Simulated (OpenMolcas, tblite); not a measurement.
## GeH4O2 (SMILES [OH][GeH2][OH]): the dipole moment, rung by rung

The species is GeH4O2 (7 atoms), meant as a singlet with charge 0. As SMILES, `[OH][GeH2][OH]`. The shape is that of a PBE0-D4/def2-TZVP optimisation. This is one conformer, not always the lowest.

| atom | x (Å) | y (Å) | z (Å) |
| --- | --- | --- | --- |
| O | -1.4913 | -0.4160 | -0.1739 |
| Ge | 0.0235 | 0.3770 | 0.3053 |
| O | 1.3474 | -0.7989 | 0.4006 |
| H | -1.6349 | -0.4187 | -1.1221 |
| H | 0.3634 | 1.4605 | -0.7391 |
| H | -0.1725 | 0.8631 | 1.7373 |
| H | 1.6256 | -1.1352 | -0.4538 |

Each level gives the dipole moment (D). The values are calculated.

| level | kind | program | value (D) | CPU time |
| --- | --- | --- | --- | --- |
| IPEA1-xTB | semi-empirical | tblite | 3.37 | under 2 s |
| HF/cc-pVDZ | Hartree–Fock | OpenMolcas | 2.89 | 8.8 s |
| SVWN5/cc-pVDZ | LDA | OpenMolcas | 2.55 | 24 s |
| BLYP/cc-pVDZ | GGA | OpenMolcas | 2.44 | 34 s |
| TPSS/cc-pVDZ | meta-GGA | OpenMolcas | 2.46 | 44 s |
| r2SCAN/cc-pVDZ | meta-GGA | OpenMolcas | 2.55 | 40 s |
| B3LYP/cc-pVDZ | global hybrid | OpenMolcas | 2.56 | 31 s |

All-electron rows without a relativistic Hamiltonian named are non-relativistic. The values span 2.44 to 3.37 D. Magnitudes only. Times are those of the runs behind each value, whatever else they computed, on shared processors of several kinds: orders of magnitude only.

The sizeable dipole owes much to the conformation. Both hydroxyl hydrogens lie on the same side of the O–Ge–O plane, so the O–H bond dipoles reinforce each other along its normal. In a conformer with the hydrogens on opposite sides these components would largely cancel, so the values describe this rotamer rather than the molecule in general.

The density functionals agree closely, from 2.44 D with BLYP to 2.56 D with B3LYP, while Hartree–Fock gives 2.89 D and IPEA1-xTB stands well apart at 3.37 D. The Hartree–Fock excess probably reflects missing electron correlation, which usually moderates the charge separation in polar bonds such as Ge–O and O–H. There is no steady progression up the functional ladder: SVWN5 and r2SCAN coincide at 2.55 D, with BLYP and TPSS below them. The agreement among functionals doesn't establish accuracy, since they share a small basis without diffuse functions, to which the oxygen lone-pair density, and hence the dipole, is sensitive.
